Student: My notes give the exchange-correlation kernel of collinear LSDA as f↑↑, f↑↓ and f↓↓. None of them connects an up orbital to a down orbital. Yet spin waves in iron are computed with LSDA. Where does a spin-flip kernel come from?

Lecturer: From letting the magnetisation rotate. First the conventions. I use Hartree atomic units and convert to eV at the end. The local spin-density matrix is n_αβ(r) = Σ_i f_i ψ_iα(r) ψ_iβ*(r), with occupations f_i. With the Pauli matrices σ it decomposes as

(1) n_αβ = ½ (n δ_αβ + m·σ_αβ).

So m counts electrons per volume and points along the majority spin. There are three premises. One, the locally collinear ansatz, used for magnets by Kübler and co-workers in 1988:

(2) E_xc = ∫ e(n, s) d³r, s = |m|,

where e is the collinear LSDA energy per volume taken at n↑ = (n + s)/2 and n↓ = (n − s)/2, the eigenvalues of (1). Two, e is twice differentiable for s < n and symmetric under exchange of n↑ and n↓. Three, the adiabatic approximation: the potential at time t is the ground-state expression at the densities of time t, so the kernel is the second functional derivative of (2) and carries no frequency.

Student: Premise one looks like a guess.

Lecturer: Within a strictly local approximation it is forced. Without spin-orbit coupling E_xc cannot change under a global spin rotation. If e depends only on n and m at one point, it must be a rotational scalar, and every scalar function of one vector is a function of its length. The approximation is the locality. Now differentiate. From s² = Σ_k m_k m_k follows s ds = Σ_k m_k dm_k, so

(3) ∂s/∂m_k = m_k/s = u_k.

Write v_n = ∂e/∂n and v_s = ∂e/∂s. The chain rule gives

(4) b_k = δE_xc/δm_k = v_s u_k.

From δE_xc = ∫ (v_n δn + b·δm) d³r, with n and m the expectation values of 1 and σ, the Kohn-Sham potential matrix is V = v_n 1 + b·σ. My b is an energy. With g = 2 the Zeeman term is μB σ·B, so B_xc = b/μB.

Student: And the second derivative is f_ss times something.

Lecturer: Only in part, because u also depends on m. By the quotient rule and (3),

(5) ∂u_k/∂m_l = δ_kl/s − m_k u_l/s² = (δ_kl − u_k u_l)/s.

Apply the product rule to (4). The factor v_s changes by ∂v_s/∂m_l = f_ss u_l with f_ss = ∂²e/∂s², and u_k changes by (5):

(6) f_(mk,ml) = f_ss u_k u_l + (v_s/s)(δ_kl − u_k u_l).

Differentiate (4) with respect to n at fixed m instead. Then u stays put, and with f_ns = ∂²e/∂n∂s

(7) f_(n,mk) = f_ns u_k.

The last element is f_nn = ∂²e/∂n². Each is multiplied by δ(r − r′). The matrices u_k u_l and δ_kl − u_k u_l project along and across u. A change of length of m meets f_ss and couples to the charge. A tilt meets v_s/s and, by (7), does not couple to the charge.

Student: A first derivative inside a second derivative bothers me.

Lecturer: It is geometry. Add a small transverse δm⊥. The new length is √(s² + δm⊥²) = s + δm⊥²/(2s) + …, so the energy changes by ½ (v_s/s) δm⊥². The curvature is v_s/s, as in (6). A collinear functional knows only m_z and cannot see this term.

Student: Translate it into up and down, please.

Lecturer: Since ∂n↑/∂s = ½, ∂n↓/∂s = −½ and ∂n↑/∂n = ∂n↓/∂n = ½,

(8) v_s = (v↑ − v↓)/2, f_ss = (f↑↑ − 2f↑↓ + f↓↓)/4, f_ns = (f↑↑ − f↓↓)/4,

with vσ = ∂e/∂nσ and fσσ′ the second derivatives. With s = n↑ − n↓ the transverse coefficient is v_s/s = (v↑ − v↓)/[2(n↑ − n↓)].

Student: There is a 2 in that denominator. The paper I read has none. Somebody is wrong.

Lecturer: Nobody; the variables differ. Take a collinear ground state with u along z. Equation (6) gives δb_x = (v_s/s) δm_x and δb_y = (v_s/s) δm_y. The lower off-diagonal element of b·σ is δV↓↑ = δb_x + iδb_y, while that of (1) carries a half, δn↓↑ = (δm_x + iδm_y)/2. Therefore

(9) δV↓↑ = f_sf δn↓↑, f_sf = 2v_s/s = (v↑ − v↓)/(n↑ − n↓).

That is the spin-flip kernel of Wang and Ziegler, 2004. For real orbitals its coupling matrix element is ∫ φ_i↑ φ_a↓ f_sf φ_j↑ φ_b↓ d³r. There is no Hartree term, because δn↓↑ does not change the trace n. Nor does δn↑↓ enter δV↓↑, because the x and y coefficients in (6) are equal. Where n↑ − n↓ is negative, u points along −z, numerator and denominator both change sign, and (9) stands.

Student: In iron the spin density changes sign between the atoms. Then (9) is zero over zero and u is undefined.

Lecturer: Use premise two. It makes e an even function of n↑ − n↓, so v_s(n, 0) = 0 and

(10) v_s/s = (1/s) ∫₀ˢ f_ss(n, s′) ds′.

The transverse coefficient is the average of the longitudinal one over all lengths up to s. As s → 0 it tends to f_ss(n, 0), the two terms of (6) merge into f_ss δ_kl, and u drops out. Because v_s(n, 0) vanishes for every n, f_ns vanishes there too. With f↑↑ = f↓↓, (8) gives f_sf → f↑↑ − f↑↓, the combination that governs triplet excitations of a closed shell. A program should switch to that limit at small s, but the function is regular.

Student: Now the torque. If it vanishes, nothing precesses and there are no magnons.

Lecturer: It vanishes, and your conclusion still fails. By (4), m × b = s v_s u × u = 0 at every point and, by premise three, at every time. The kernel respects this: δ(m × b) = δm × v_s u + s u × δb. Only the transverse part of δb survives the cross product, so the second term is v_s u × δm, which cancels the first. With any other transverse coefficient it would not. Now the equation of motion. From [σ_l, σ_k] = 2i ε_lkj σ_j one gets i[b·σ, σ_k] = 2(b × σ)_k, and for the Kohn-Sham Hamiltonian −½∇² + v + b·σ without an external magnetic field

(11) ∂m_k/∂t + ∇·J_k = 2(b × m)_k = 0,

where J_k is the Kohn-Sham current of spin component k. The magnetisation moves through ∇·J_k, and J_k depends on b through the orbitals. Rotational invariance of the exact functional demands only that the integral of m × b over all space vanish. The pointwise zero belongs to ansatz (2).

Student: Is there any exact property that singles out (9)?

Lecturer: The Goldstone mode. Let H↑ and H↓ be the collinear Kohn-Sham operators, with orbitals ψ_i of energy ε_i for up and ψ_j of energy ε_j for down. They differ by W(r) = H↓ − H↑ = v↓ − v↑. First-order perturbation theory for δV↓↑ ∝ exp(−iωt) mixes down character into each ψ_i and up character into each ψ_j, and the two contributions add to

(12) δn↓↑(r) = Σ_ij (f_i − f_j) ψ_j(r) ψ_i*(r) ⟨j|δV↓↑|i⟩ / [ω − (ε_j − ε_i)].

Set ω = 0 and δV↓↑ = λW. Acting with H↓ to the left and H↑ to the right gives ⟨j|W|i⟩ = (ε_j − ε_i)⟨j|i⟩, which cancels the denominator and leaves −λ Σ_ij (f_i − f_j) ψ_j ψ_i* ⟨j|i⟩. Completeness of the down set sums the f_i term to n↑, and completeness of the up set sums the f_j term to n↓. So δn↓↑ = −λ(n↑ − n↓). Insert this in (9): δV↓↑ = −λ(v↑ − v↓) = λW. The potential reproduces itself with no external drive, so a mode sits at zero frequency. It is the rigid rotation of the whole magnet, and a local kernel reproduces it only if it equals (9) wherever n↑ ≠ n↓.

Student: Give me numbers for iron.

Lecturer: A crude model that can be done by hand: spread the valence electrons of bcc Fe uniformly. Inputs are a typical lattice constant a ≈ 2.87 Å, two atoms per cell, 8 valence electrons, and the measured spin moment 2.13 μB per atom (compiled value, Ekholm 2018), which with g = 2 means 2.13 unpaired electrons. I carry unrounded values and print enough digits to compare two kernels inside the model; they are not an accuracy for iron. The atomic volume is a³/2 = 11.82 Å³ = 79.76 bohr³, holding 5.065 up and 2.935 down electrons. Then n↑ = 0.0635, n↓ = 0.0368, n = 0.1003 and s = 0.0267 bohr⁻³, and ζ = s/n = 0.266.

Start with exchange, e_x = −(3/4)(6/π)^(1/3) (n↑^(4/3) + n↓^(4/3)). Then vσ = −(6nσ/π)^(1/3), fσσ = vσ/(3nσ) and f↑↓ = 0. This gives v↑ = −0.4950 and v↓ = −0.4127 hartree, a splitting Δ = v↓ − v↑ = 0.0823 hartree = 2.24 eV. In hartree bohr³:

f↑↑ = −2.598, f↓↓ = −3.738
f_ss = −1.584, v_s/s = −1.541, f_ns = +0.285
f_sf = −3.083, which is −12.4 eV Å³

The ratio of longitudinal to transverse coefficient depends on ζ alone,

(13) R = f_ss s/v_s = ζ[(1+ζ)^(−2/3) + (1−ζ)^(−2/3)] / {3[(1+ζ)^(1/3) − (1−ζ)^(1/3)]} = 1 + (10/27)ζ² + …,

and here R = 1.0278. It exceeds one as (10) requires, since |f_ss| grows with s.

Student: A difference of 2.8 %. So I could use f_ss for both and skip the derivation.

Lecturer: Try it. Take rigid bands, of whatever shape lets a constant splitting Δ produce s. For a uniform perturbation every term in (12) has ε_j − ε_i = Δ, so χ₀ = s/(ω − Δ). With a kernel f the full response is

(14) χ = χ₀/(1 − fχ₀) = s/(ω − Δ − fs).

The kernel f_sf = −Δ/s puts the pole at ω = 0. The substitute 2f_ss = R f_sf puts it at Δ(1 − R) = −62 meV, a spin flip that lowers the energy, hence a spurious instability. For scale, the measured Curie temperature 1043 K (compiled value, Brännvall 2024) corresponds to k_B T_C = 90 meV. The magnon energy is a difference of two numbers of order eV, so a few per cent in the kernel matters.

Student: You dropped correlation.

Lecturer: And it is not small. Take the Perdew-Zunger 1981 form ε_c = γ/(1 + β₁√r_s + β₂ r_s) for r_s ≥ 1, with approximate parameters (γ, β₁, β₂) = (−0.1423 hartree, 1.0529, 0.3334) for the unpolarised gas U and (−0.0843 hartree, 1.3981, 0.2611) for the polarised gas P. It is interpolated as ε = ε^U + (ε^P − ε^U)F(ζ), with the von Barth-Hedin function F = [(1+ζ)^(4/3) + (1−ζ)^(4/3) − 2]/(2^(4/3) − 2), which is exact for exchange. Every s-derivative at fixed n is then proportional to ε^P − ε^U. At r_s = (3/4πn)^(1/3) = 1.335 bohr, correlation has ε^U = −0.0535 and ε^P = −0.0284, a difference of +0.0250 hartree. Exchange has ε^U = −0.3431 and a difference (2^(1/3) − 1)ε^U = −0.0892 hartree. Correlation removes 28 %. Both v_s/s and f_ss shrink by the factor 0.72 and R is unchanged, so Δ = 1.6 eV, f_sf = −2.2 hartree bohr³ and the false pole lies at −45 meV. Other interpolations in ζ shift the correlation share, so read it as roughly a quarter.

Student: How far is this from real iron?

Lecturer: It depends on the quantity. The 1.6 eV lies below the splitting of the iron d bands by tens of per cent, not by a large factor. The local kernel is worse. The moment sits in the 3d shell, where the total density, core included, is many times the valence average. The exchange kernel scales as n^(−2/3) at fixed ζ, so a tenfold density reduces it by a factor 4.6. The uniform value overstates |f_sf| there by a large factor, and R follows the local ζ. As a magnet the free-electron gas fails outright. To hold this moment it needs a splitting ½[(6π²n↑)^(2/3) − (6π²n↓)^(2/3)] = 10.0 eV, which is 6.2 times what exchange and correlation supply. Real iron orders because its d bands are narrow, which is why I left the band shape open in (14).

Student: And the range of validity of the formulas themselves?

Lecturer: Equations (6) and (7) are exact consequences of (2) for any direction field u(r), collinear or not, wherever 0 < s < n, with the regular limit at s = 0 that we found. Toward full polarisation the exchange f↓↓ diverges as n↓^(−2/3), while the exchange f_sf tends to the finite v↑/n. Equation (9) needs a collinear reference state and small transverse amplitudes. The zero mode needs in addition self-consistency with the same functional, complete orbital sums and no spin-orbit coupling. Truncated sums leave a spurious finite pole at zero wavevector. With spin-orbit coupling in the Hamiltonian, (2) becomes an assumption and (6) still follows from it, but the anisotropy opens a true gap, which in bcc iron is far below the meV scale of our false pole. The kernel is local and static, so it has no memory and no local torque, and damping arises only from the Kohn-Sham spin-flip continuum in (12). For a gradient-corrected functional the step from (4) to (6) acquires gradient terms. There v↑ − v↓ need not vanish where n↑ − n↓ does, so the bare ratio in (9) can diverge on such surfaces.